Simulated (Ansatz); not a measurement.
A series in volume per atom on Pd

All results are calculated (Ansatz 0.2.0 development build). Equation of state of a cubic crystal from periodic Kohn-Sham density functional theory without spin; pressure corrected for the finite basis.

Cell of the first row (space group Fm-3m, No. 225):
```
Pd
1.0
      0.0000     1.9309     1.9309
      1.9309     0.0000     1.9309
      1.9309     1.9309     0.0000
Pd
1
Direct
  0.00000 0.00000 0.00000
```

Settings of every row: formula Pd; structure type fcc; functional PBE; spin treatment none; k mesh 24x24x24; occupation method fermi-dirac; occupation width 0.061225619 eV; wave cutoff 700 eV; datasets hard PAW; density cutoff ratio 4.

Limits: the SCF threshold is loose for a stress in some rows.

```
row  volume per atom (Å³)  energy above lowest point (meV/atom)  pressure (GPa)
  1                14.397                                 33.71           12.46
  2                14.704                                     ?               ?
  3                 15.01                                  3.55           3.694
  4                15.316                                     0           0.094
  5                15.622                                  2.91          -3.066
  6                15.929                                 11.48          -5.836
```

Question: what energy above lowest point and pressure should row 2 give?

Worked fit of energy above lowest point. Take u = (V_r/V)^(2/3) − 1 with V_r = 15.316 Å³ an atom, which is twice the finite (Eulerian) strain; such expansions in the strain, on which the Birch-Murnaghan equation of state is built, carry the rest volume and the bulk modulus. The shown rows have u = 0.04211, 0.01355, 0, -0.0131, -0.02582. Least squares give energy above lowest point = −0.048 + 25.64 × u + 18410.3 × u² meV/atom; a straight line predicts inner rows, each left out in turn, worse (root mean square 10 against 0.19 meV/atom). The rows lie off it by 0.03, -0.13, 0.05, 0.13, -0.08 (root mean square 0.093 meV/atom). Its lowest point lies at u = -0.0007, or V = 15.33 Å³ an atom, and the curvature there gives the bulk modulus at fixed shape and fractions, B = (4/9)(1 + u)² E″(u)/V = 171 GPa. The withheld row has u = 0.02756, so the fit gives −0.048 + 25.64 × (0.02756) + 18410.3 × (0.02756)² = 14.64 meV/atom.

The calculation gave 14.44 meV/atom. The fit lies 0.20 meV/atom (1.4 % of the value, 0.59 % of the column's range) above it; its largest miss of a shown row is 0.13 meV/atom.

Worked fit of pressure. Take u = (V_r/V)^(2/3) − 1 with V_r = 15.316 Å³ an atom, which is twice the finite (Eulerian) strain; such expansions in the strain, on which the Birch-Murnaghan equation of state is built, carry the rest volume and the bulk modulus. The shown rows have u = 0.04211, 0.01355, 0, -0.0131, -0.02582. Least squares give pressure = 0.0895 + 253.795 × u + 948.12 × u² GPa; a straight line predicts inner rows, each left out in turn, worse (root mean square 0.53 against 0.012 GPa). The rows lie off it by 0.002, -0.008, 0.005, 0.007, -0.005 (root mean square 0.0058 GPa). The pressure vanishes at u = -0.0004, or V = 15.32 Å³ an atom, and there the bulk modulus at fixed shape and fractions is B = −V dP/dV = (2/3)(1 + u) dP/du = 169 GPa. The withheld row has u = 0.02756, so the fit gives 0.0895 + 253.795 × (0.02756) + 948.12 × (0.02756)² = 7.804 GPa.

The calculation gave 7.793 GPa. The fit lies 0.011 GPa (0.06 % of the column's range) above it; its largest miss of a shown row is 0.008 GPa.
